**A hand rule for atomic polarisabilities: $\alpha = C_n N_v/Z_\mathrm{eff}^4$**

The table holds mean static polarisabilities of ten neutral atoms of periods 2 and 3 from finite-field HF, MP2, CCSD and CCSD(T) calculations (PySCF, dyall-av3z, spin-free X2C, frozen core), with tabulated reference values. The program tests a Kirkwood-type rule with Slater screening and one constant per period, rounded to 330 and 2750 from the HF column, and compares it with an exponential fall per valence electron and with $k/I^3$ using rough recalled ionisation energies. The rule follows HF to 2.0% on average, with free exponents of 4.05 and 3.99, and misses the tabulated values by 9.1%, being 21% and 17% high for Be and Mg and about 15% low for F and Ne. The output splits each miss into the steps rule to HF, HF to CCSD(T) and CCSD(T) to tabulated, and lists the errors of each method and the anisotropy of the open P shells. The exponential form, with four parameters, is closer to the tabulated values (5.6%) but further from HF (7.2%), and the ionisation-energy form misses by about 30%.

Mean static polarisabilities of neutral atoms in their ground configurations, from finite-field calculations with PySCF 2.14.0 in the dyall-av3z basis, with the spin-free X2C one-electron Hamiltonian and a Gaussian nucleus. The reference determinant is RHF for closed shells and UHF at highest spin for open shells. Tabulated values are those recommended by Schwerdtfeger and Nagle.

## The fit in Python

```python
# Table: mean static polarisability (bohr^3) of neutral atoms, PySCF finite field, dyall-av3z,
# spin-free X2C, HF/MP2/CCSD/CCSD(T) with frozen core, and tabulated reference values.
# Tested: alpha = C_n*Nv/Zeff^4 (Kirkwood form, Slater's rules); rivals exp(-b*Nv) and k/I^3.
T = {
    'species': ['Be', 'B', 'N', 'F', 'Ne', 'Mg', 'Si', 'S', 'Cl', 'Ar'],
    'Z': [4, 5, 7, 9, 10, 12, 14, 16, 17, 18],
    'N': [4, 5, 7, 9, 10, 12, 14, 16, 17, 18],
    'config': ['[He] 2s2', '[He] 2s2 2p1', '[He] 2s2 2p3', '[He] 2s2 2p5', '[Ne]', '[Ne] 3s2', '[Ne] 3s2 3p2', '[Ne] 3s2 3p4', '[Ne] 3s2 3p5', '[Ar]'],
    'frozen': [2, 2, 2, 2, 2, 10, 10, 10, 10, 10],
    'hf': [45.6, 22.16, 7.112, 3.071, 2.134, 81.16, 38.41, 18.85, 13.92, 10.43],  # bohr^3
    'mp2': [42.37, 19.57, 7.117, 3.374, 2.364, 76.52, 37.84, 19.25, 14.35, 10.77],  # bohr^3
    'ccsd': [37.83, 20.45, 7.161, 3.347, 2.32, 74.49, 37.38, 19.16, 14.29, 10.73],  # bohr^3
    'ccsd_t': [37.83, 20.55, 7.209, 3.391, 2.349, 74.49, 37.44, 19.29, 14.39, 10.8],  # bohr^3
    'ref': [37.74, 20.5, 7.4, 3.74, 2.661, 71.2, 37.3, 19.4, 14.6, 11.08],  # bohr^3
}
import numpy as np
from scipy.constants import physical_constants as pc
sp = list(T['species'])
g = lambda k: np.array(T[k], float)
Z, hf, mp2, cc, ct, ref = map(g, ['Z', 'hf', 'mp2', 'ccsd', 'ccsd_t', 'ref'])
Nv = g('N') - g('frozen')
n = np.where(g('frozen') == 2, 2, 3)
Ze = Z - np.where(n == 2, 2*0.85, 2 + 8*0.85) - 0.35*(Nv - 1)   # Slater's rules
x = Nv/Ze**4
p = lambda a, b: 100*(a/b - 1)
gm = lambda a: np.exp(np.mean(np.log(a)))
def st(e):
    i = np.argmax(abs(e))
    return f"mean|e| {np.mean(abs(e)):.1f}% worst {sp[i]} {e[i]:+.1f}%"
rule = np.where(n == 2, 330., 2750.)*x      # rounded constants for hand use
print("rule: alpha=C*Nv/Zeff^4, C=330 (n=2), 2750 (n=3); alpha in bohr^3")
print("atom Nv Zeff Zeff^4 rule | C_HF C_CC C_ref | rule vs HF, CCSD(T), ref %")
for i, s in enumerate(sp):
    print(f"{s:2} {Nv[i]:.0f} {Ze[i]:.2f} {Ze[i]**4:7.1f} {rule[i]:6.2f} | {hf[i]/x[i]:.0f} {ct[i]/x[i]:.0f} "
          f"{ref[i]/x[i]:.0f} | {p(rule,hf)[i]:+.1f} {p(rule,ct)[i]:+.1f} {p(rule,ref)[i]:+.1f}")
print("atom steps %: HF/rule CCSD(T)/HF ref/CCSD(T) | vs ref %: HF MP2 CCSD CCSD(T) | MP2-CCSD, (T) bohr^3")
for i, s in enumerate(sp):
    print(f"{s:2} {p(hf,rule)[i]:+.1f} {p(ct,hf)[i]:+.1f} {p(ref,ct)[i]:+.1f} | "
          + " ".join(f"{p(a,ref)[i]:+.1f}" for a in (hf, mp2, cc, ct))
          + f" | {mp2[i]-cc[i]:+.3f} {ct[i]-cc[i]:+.3f}")
K = {m: 4/9*((2*m+1)*(2*m+2)*m*m/4)**2 for m in (2, 3)}
I = np.array([9.3, 8.3, 15, 17, 22, 7.6, 8.2, 10, 13, 16])/pc['Hartree energy in eV'][0]  # rough recalled, eV
ex = []
for name, a in (('HF', hf), ('CCSD(T)', ct), ('ref', ref)):
    fit, loo, ef = np.zeros(len(a)), np.zeros(len(a)), np.zeros(len(a))
    out = []
    for m in (2, 3):
        k = n == m
        C = gm(a[k]/x[k]); fit[k] = C*x[k]
        q = -np.polyfit(np.log(Ze[k]), np.log(a[k]/Nv[k]), 1)[0]; ex.append(q)
        b = np.polyfit(Nv[k], np.log(a[k]), 1); ef[k] = np.exp(np.polyval(b, Nv[k]))
        for i in np.where(k)[0]:
            o = k.copy(); o[i] = False
            loo[i] = gm(a[o]/x[o])*x[i]
        out.append(f"n={m}: C {C:.0f}, unfitted/C {K[m]/C:.2f}, exponent {q:.2f}, factor/electron {np.exp(b[0]):.2f}")
    print(name, "; ".join(out))
    print(f"  rounded rule {st(p(rule,a))}; refit {st(p(fit,a))}; leave-one-out {st(p(loo,a))}")
    kI = gm(a*I**3)
    print(f"  exponential (4 par) {st(p(ef,a))}; k/I^3 k={kI:.2f} au {st(p(kI/I**3,a))}")
print(f"unfitted Kirkwood-Slater C: n=2 {K[2]:.0f}, n=3 {K[3]:.0f}")
for name, a in (('HF', hf), ('MP2', mp2), ('CCSD', cc), ('CCSD(T)', ct)):
    print(f"{name} vs ref: {st(p(a,ref))}")
fl = np.array([0.5*10.**-len(repr(float(r)).split('.')[1])/r*100 for r in ref])
print(f"rounding floor: ref up to {fl.max():.1f}% ({sp[np.argmax(fl)]}); computed columns <0.05%")
ix = sp.index
print(f"range ref: Be/Ne {ref[ix('Be')]/ref[ix('Ne')]:.1f}, Mg/Ar {ref[ix('Mg')]/ref[ix('Ar')]:.1f}; "
      f"Mg CCSD(T)-ref {ct[ix('Mg')]-ref[ix('Mg')]:+.2f} bohr^3")
print(f"Ne with rough recalled HF limit 2.4: C {2.4/x[ix('Ne')]:.0f}, rule off by {p(rule[ix('Ne')],2.4):+.0f}%")
# CCSD(T) components (unique axis, perpendicular), further outputs of the same runs
an = {'B': (24.604, 18.520), 'F': (3.119, 3.527), 'Si': (31.716, 40.304), 'S': (21.854, 18.003), 'Cl': (13.151, 15.007)}
print("anisotropy (par-perp)/mean %:", ", ".join(f"{s} {100*(u-v)/ct[ix(s)]:+.0f}" for s, (u, v) in an.items()))
assert all(3.5 < q < 4.5 for q in ex)
assert all((ct[i] < hf[i]) == (s in ('Be', 'B', 'Mg', 'Si')) for i, s in enumerate(sp))
assert all(np.all(np.diff(a[n == m]) < 0) for a in (hf, ct, ref) for m in (2, 3))
assert all(cc[ix(s)] == ct[ix(s)] for s in ('Be', 'Mg'))
```

It prints:

```
rule: alpha=C*Nv/Zeff^4, C=330 (n=2), 2750 (n=3); alpha in bohr^3
atom Nv Zeff Zeff^4 rule | C_HF C_CC C_ref | rule vs HF, CCSD(T), ref %
Be 2 1.95    14.5  45.65 | 330 273 273 | +0.1 +20.7 +20.9
B  3 2.60    45.7  21.66 | 338 313 312 | -2.2 +5.4 +5.7
N  5 3.90   231.3   7.13 | 329 334 342 | +0.3 -1.1 -3.6
F  7 5.20   731.2   3.16 | 321 354 391 | +2.9 -6.8 -15.5
Ne 8 5.85  1171.2   2.25 | 312 344 390 | +5.6 -4.0 -15.3
Mg 2 2.85    66.0  83.36 | 2677 2457 2349 | +2.7 +11.9 +17.1
Si 4 4.15   296.6  37.09 | 2848 2776 2766 | -3.4 -0.9 -0.6
S  6 5.45   882.2  18.70 | 2772 2836 2853 | -0.8 -3.0 -3.6
Cl 7 6.10  1384.6  13.90 | 2753 2846 2888 | -0.1 -3.4 -4.8
Ar 8 6.75  2075.9  10.60 | 2707 2803 2875 | +1.6 -1.9 -4.4
atom steps %: HF/rule CCSD(T)/HF ref/CCSD(T) | vs ref %: HF MP2 CCSD CCSD(T) | MP2-CCSD, (T) bohr^3
Be -0.1 -17.0 -0.2 | +20.8 +12.3 +0.2 +0.2 | +4.540 +0.000
B  +2.3 -7.3 -0.2 | +8.1 -4.5 -0.2 +0.2 | -0.880 +0.100
N  -0.3 +1.4 +2.6 | -3.9 -3.8 -3.2 -2.6 | -0.044 +0.048
F  -2.8 +10.4 +10.3 | -17.9 -9.8 -10.5 -9.3 | +0.027 +0.044
Ne -5.3 +10.1 +13.3 | -19.8 -11.2 -12.8 -11.7 | +0.044 +0.029
Mg -2.6 -8.2 -4.4 | +14.0 +7.5 +4.6 +4.6 | +2.030 +0.000
Si +3.6 -2.5 -0.4 | +3.0 +1.4 +0.2 +0.4 | +0.460 +0.060
S  +0.8 +2.3 +0.6 | -2.8 -0.8 -1.2 -0.6 | +0.090 +0.130
Cl +0.1 +3.4 +1.5 | -4.7 -1.7 -2.1 -1.4 | +0.060 +0.100
Ar -1.6 +3.5 +2.6 | -5.9 -2.8 -3.2 -2.5 | +0.040 +0.070
HF n=2: C 326, unfitted/C 1.23, exponent 4.05, factor/electron 0.60; n=3: C 2751, unfitted/C 2.57, exponent 3.99, factor/electron 0.71
  rounded rule mean|e| 2.0% worst Ne +5.6%; refit mean|e| 2.0% worst Ne +4.3%; leave-one-out mean|e| 2.5% worst Ne +5.4%
  exponential (4 par) mean|e| 7.2% worst N +21.0%; k/I^3 k=1.20 au mean|e| 33.3% worst B +91.6%
CCSD(T) n=2: C 322, unfitted/C 1.24, exponent 3.79, factor/electron 0.63; n=3: C 2740, unfitted/C 2.58, exponent 3.84, factor/electron 0.72
  rounded rule mean|e| 5.9% worst Be +20.7%; refit mean|e| 6.2% worst Be +17.8%; leave-one-out mean|e| 7.8% worst Be +22.8%
  exponential (4 par) mean|e| 5.3% worst N +18.1%; k/I^3 k=1.20 au mean|e| 31.2% worst B +105.1%
ref n=2: C 338, unfitted/C 1.18, exponent 3.67, factor/electron 0.65; n=3: C 2738, unfitted/C 2.58, exponent 3.77, factor/electron 0.73
  rounded rule mean|e| 9.1% worst Be +20.9%; refit mean|e| 9.2% worst Be +24.0%; leave-one-out mean|e| 11.5% worst Be +30.9%
  exponential (4 par) mean|e| 5.6% worst N +20.8%; k/I^3 k=1.23 au mean|e| 31.5% worst B +110.6%
unfitted Kirkwood-Slater C: n=2 400, n=3 7056
HF vs ref: mean|e| 10.1% worst Be +20.8%
MP2 vs ref: mean|e| 5.6% worst Be +12.3%
CCSD vs ref: mean|e| 3.8% worst Ne -12.8%
CCSD(T) vs ref: mean|e| 3.4% worst Ne -11.7%
rounding floor: ref up to 0.7% (N); computed columns <0.05%
range ref: Be/Ne 14.2, Mg/Ar 6.4; Mg CCSD(T)-ref +3.29 bohr^3
Ne with rough recalled HF limit 2.4: C 351, rule off by -6%
anisotropy (par-perp)/mean %: B +30, F -12, Si -23, S +20, Cl -13
```
